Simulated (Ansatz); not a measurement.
# A series in volume scale on Zn

Plane-wave DFT, scalar-relativistic PAW made under PBE with cores redone for the functional, no dispersion; the given relaxed cell is scaled uniformly, energy at zero smearing counts from the unscaled cell, pressure at the given Fermi-Dirac smearing is positive in compression. The results are calculated, by Ansatz 0.2.0.

The cell before it is scaled or strained (space group Fm-3m, No. 225):
```
cell vectors (Å)
   0.0000     2.0313     2.0313
   2.0313     0.0000     2.0313
   2.0313     2.0313     0.0000
atoms (fractions of the cell vectors)
Zn  0.00000  0.00000  0.00000
```

Settings of every row: spin polarised no; functional BLYP; wave cutoff 420 eV; smearing width 0.1 eV; k mesh 15x15x15.

Atom starting moment: 0 on all atoms.

Limits: the cell comes from a prototype or a list of computed structures and needn't be the stable phase.

| row | volume scale | V (Å³/atom) | energy change per atom (meV) | pressure (GPa) |
| --- | --- | --- | --- | --- |
| 1 | 0.88 | 14.751 | 45.83 | 8.31 |
| 2 | 0.92 | 15.422 | 18.88 | 4.84 |
| 3 | 0.96 | 16.092 | 4.65 | 2.2 |
| 4 | 1.04 | 17.434 | 2.58 | -1.32 |
| 5 | 1.08 | 18.104 | ? | ? |
| 6 | 1.12 | 18.775 | 22.82 | -3.28 |

Question: what energy change per atom and pressure should row 5 give?

Worked fit of energy change per atom. Take u = (V_r/V)^(2/3) − 1 with V_r = 16.092 Å³ an atom, which is twice the finite (Eulerian) strain; such expansions in the strain, on which the Birch-Murnaghan equation of state is built, carry the rest volume and the bulk modulus. The shown rows have u = 0.05972, 0.02876, 0, -0.052, -0.09769. Least squares give energy change per atom = 4.994 + 348.59 × u + 5476.2 × u² meV; a straight line predicts inner rows, each left out in turn, worse (root mean square 15 against 1.2 meV). The rows lie off it by 0.49, -0.67, -0.34, 0.91, -0.38 (root mean square 0.6 meV). The withheld row has u = -0.07554, so the fit gives 4.994 + 348.59 × (-0.07554) + 5476.2 × (-0.07554)² = 9.91 meV.

The calculation gave 10.67 meV. The fit lies 0.76 meV (7.1 % of the value, 1.8 % of the column's range) below it; its largest miss of a shown row is 0.91 meV.

Worked fit of pressure. Take u = (V_r/V)^(2/3) − 1 with V_r = 16.092 Å³ an atom, which is twice the finite (Eulerian) strain; such expansions in the strain, on which the Birch-Murnaghan equation of state is built, carry the rest volume and the bulk modulus. The shown rows have u = 0.05972, 0.02876, 0, -0.052, -0.09769. Least squares give pressure = 2.222 + 84.21 × u + 288.1 × u² GPa; a straight line predicts inner rows, each left out in turn, worse (root mean square 0.81 against 0.076 GPa). The rows lie off it by 0.03, -0.04, -0.02, 0.06, -0.02 (root mean square 0.037 GPa). The withheld row has u = -0.07554, so the fit gives 2.222 + 84.21 × (-0.07554) + 288.1 × (-0.07554)² = -2.50 GPa.

The calculation gave -2.46 GPa. The fit lies 0.04 GPa (1.6 % of the value, 0.35 % of the column's range) below it; its largest miss of a shown row is 0.06 GPa.
